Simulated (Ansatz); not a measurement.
# TeRh: formation energy and pressure against volume per atom

Plane-wave density functional theory, PAW datasets, Gaussian smearing 0.05 eV: one cell in which all forces lie under 0.002 eV/angstrom; stress (xx yy zz yz xz xy) and pressure positive in compression; site moments are of spin alone; formation energy from the elements run alike, uncorrected. The results are calculated, by Ansatz 0.2.0.

Cell of the first row (space group Pm-3m, No. 221):
```
TeRh
1.0
      3.2597     0.0000     0.0000
      0.0000     3.2597     0.0000
      0.0000     0.0000     3.2597
Rh Te
1 1
Direct
  0.00000 0.00000 0.00000
  0.50000 0.50000 0.50000
```

Settings of every row: paw set soft_2; functional PBEsol; spin treatment none; moment partition spheres; spin axis none; wave cutoff 420 eV; k mesh 10x10x10; SCF start atoms; lower state search light; symmetry use detected.

Atom first moment, atom hubbard u: 0 on all atoms.

Limits: no spin-orbit coupling, which can matter with elements this heavy; the cell comes from a prototype or a list of computed structures and needn't be the stable phase.

| row | volume per atom (Å³) | formation energy (eV per atom) | pressure (GPa) | energy above relaxed cell (meV per atom) |
| --- | --- | --- | --- | --- |
| 1 | 17.318 | 0.0032 | 6.94 | 15.22 |
| 2 | 17.679 | -0.0082 | 3.30 | 3.75 |
| 3 | 18.039 | -0.012 | 0.01 | 0 |
| 4 | 18.133 | -0.0118 | -0.79 | 0.21 |
| 5 | 18.4 | -0.0087 | -2.94 | 3.3 |
| 6 | 18.761 | ? | ? | ? |
| 7 | 19.223 | 0.0213 | -8.50 | 33.29 |

Question: what formation energy and pressure should row 6 give?

Worked fit of formation energy. Take u = (V_r/V)^(2/3) − 1 with V_r = 18.086 Å³ an atom, which is twice the finite (Eulerian) strain; such expansions in the strain, on which the Birch-Murnaghan equation of state is built, carry the rest volume and the bulk modulus. The shown rows have u = 0.02935, 0.01529, 0.00174, -0.00173, -0.01141, -0.03983. Least squares give formation energy = −0.01193 − 0.057 × u + 19.515 × u² eV per atom; a straight line predicts inner rows, each left out in turn, worse (root mean square 0.0094 against 4.8e-05 eV per atom). All shown rows lie on it to the printed digit. The withheld row has u = -0.02413, so the fit gives −0.01193 − 0.057 × (-0.02413) + 19.515 × (-0.02413)² = 0.0008 eV per atom.

The calculation gave 0.0009 eV per atom. The fit lies 0.0001 eV per atom (11 % of the value, 0.3 % of the column's range) below it, one unit of the last digit.

Worked fit of pressure. Take u = (V_r/V)^(2/3) − 1 with V_r = 18.086 Å³ an atom, which is twice the finite (Eulerian) strain; such expansions in the strain, on which the Birch-Murnaghan equation of state is built, carry the rest volume and the bulk modulus. The shown rows have u = 0.02935, 0.01529, 0.00174, -0.00173, -0.01141, -0.03983. Least squares give pressure = −0.392 + 230.35 × u + 671.1 × u² GPa; a straight line predicts inner rows, each left out in turn, worse (root mean square 0.33 against 0.01 GPa). The rows lie off it by -0.01, 0.01, 0.00, 0.00, -0.01, 0.00. The pressure vanishes at u = 0.0017, or V = 18.04 Å³ an atom, and there the bulk modulus at fixed shape and fractions is B = −V dP/dV = (2/3)(1 + u) dP/du = 155 GPa. The withheld row has u = -0.02413, so the fit gives −0.392 + 230.35 × (-0.02413) + 671.1 × (-0.02413)² = -5.56 GPa.

The calculation gave -5.57 GPa. The fit lies 0.01 GPa (0.065 % of the column's range) above it, one unit of the last digit.

The other values of row 6: energy above relaxed cell 12.91 meV per atom.
